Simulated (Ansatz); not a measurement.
## A series in volume scale on CaMg2

All results are calculated (Ansatz 0.2.0). Free energy against uniform scaling of the volume at fixed shape and fractions; periodic cell, basis, potentials, k mesh and filling as listed.

The cell before it is scaled or strained (space group P6_3/mmc, No. 194):
```
CELL_PARAMETERS angstrom
3.46830 0.00000 0.00000
-1.73410 3.00360 0.00000
0.00000 0.00000 16.79850
ATOMIC_POSITIONS crystal
Ca 0.33333 0.66667 0.75000
Ca 0.66667 0.33333 0.25000
Mg 0.66667 0.33333 0.57906
Mg 0.66667 0.33333 0.92094
Mg 0.33333 0.66667 0.07906
Mg 0.33333 0.66667 0.42094
```

Settings of every row: functional r2SCAN; dispersion none; potentials PAW; wave cutoff 600 eV; density cutoff 2400 eV; k mesh 8x8x2; k shift 0x0x0; occupations fermi dirac; smearing width 0.1 eV; spin none.

Limits: coarse k mesh, up to 40 meV an atom off; the cell comes from a prototype or a list of computed structures and needn't be the stable phase.

```csv
row,volume scale,V (Å³/atom),energy above lowest point (meV/atom),pressure (GPa)
1,0.94,27.416,?,?
2,0.96,27.999,3.7,1.08
3,0.98,28.583,0.9,0.51
4,1,29.166,0,-0.02
5,1.02,29.749,1,-0.51
6,1.04,30.333,3.7,-0.95
7,1.06,30.916,7.9,-1.36
```

Question: what energy above lowest point and pressure should row 1 give?

Worked fit of energy above lowest point. Take u = (V_r/V)^(2/3) − 1 with V_r = 29.457 Å³ an atom, which is twice the finite (Eulerian) strain; such expansions in the strain, on which the Birch-Murnaghan equation of state is built, carry the rest volume and the bulk modulus. The shown rows have u = 0.03442, 0.02028, 0.00664, -0.00655, -0.01935, -0.03171. Least squares give energy above lowest point = 0.3 − 76.9 × u + 5126 × u² meV/atom; a straight line predicts inner rows, each left out in turn, worse (root mean square 2.2 against 0.043 meV/atom). The rows lie off it by 0.0, 0.1, 0.0, 0.0, 0.0, 0.0. Its lowest point lies at u = 0.0075, or V = 29.13 Å³ an atom, and the curvature there gives the bulk modulus at fixed shape and fractions, B = (4/9)(1 + u)² E″(u)/V = 25.4 GPa. Letting shape and atoms relax would as a rule lower it, by much in layered, chain or molecular crystals. The withheld row has u = 0.04903, so the fit gives 0.3 − 76.9 × (0.04903) + 5126 × (0.04903)² = 8.9 meV/atom.

The calculation gave 8.8 meV/atom. The fit lies 0.1 meV/atom (1.1 % of the value, 1.1 % of the column's range) above it, one unit of the last digit. This row lies beyond the range of the fit.

Worked fit of pressure. Take u = (V_r/V)^(2/3) − 1 with V_r = 29.457 Å³ an atom, which is twice the finite (Eulerian) strain; such expansions in the strain, on which the Birch-Murnaghan equation of state is built, carry the rest volume and the bulk modulus. The shown rows have u = 0.03442, 0.02028, 0.00664, -0.00655, -0.01935, -0.03171. Least squares give pressure = −0.268 + 36.73 × u + 72.1 × u² GPa; a straight line predicts inner rows, each left out in turn, worse (root mean square 0.031 against 0.0045 GPa). All shown rows lie on it to the printed digit. The pressure vanishes at u = 0.0072, or V = 29.14 Å³ an atom, and there the bulk modulus at fixed shape and fractions is B = −V dP/dV = (2/3)(1 + u) dP/du = 25.4 GPa. Letting shape and atoms relax would as a rule lower it, by much in layered, chain or molecular crystals. The withheld row has u = 0.04903, so the fit gives −0.268 + 36.73 × (0.04903) + 72.1 × (0.04903)² = 1.71 GPa.

The calculation gave 1.72 GPa. The fit lies 0.01 GPa (0.32 % of the column's range) below it, one unit of the last digit. This row lies beyond the range of the fit.
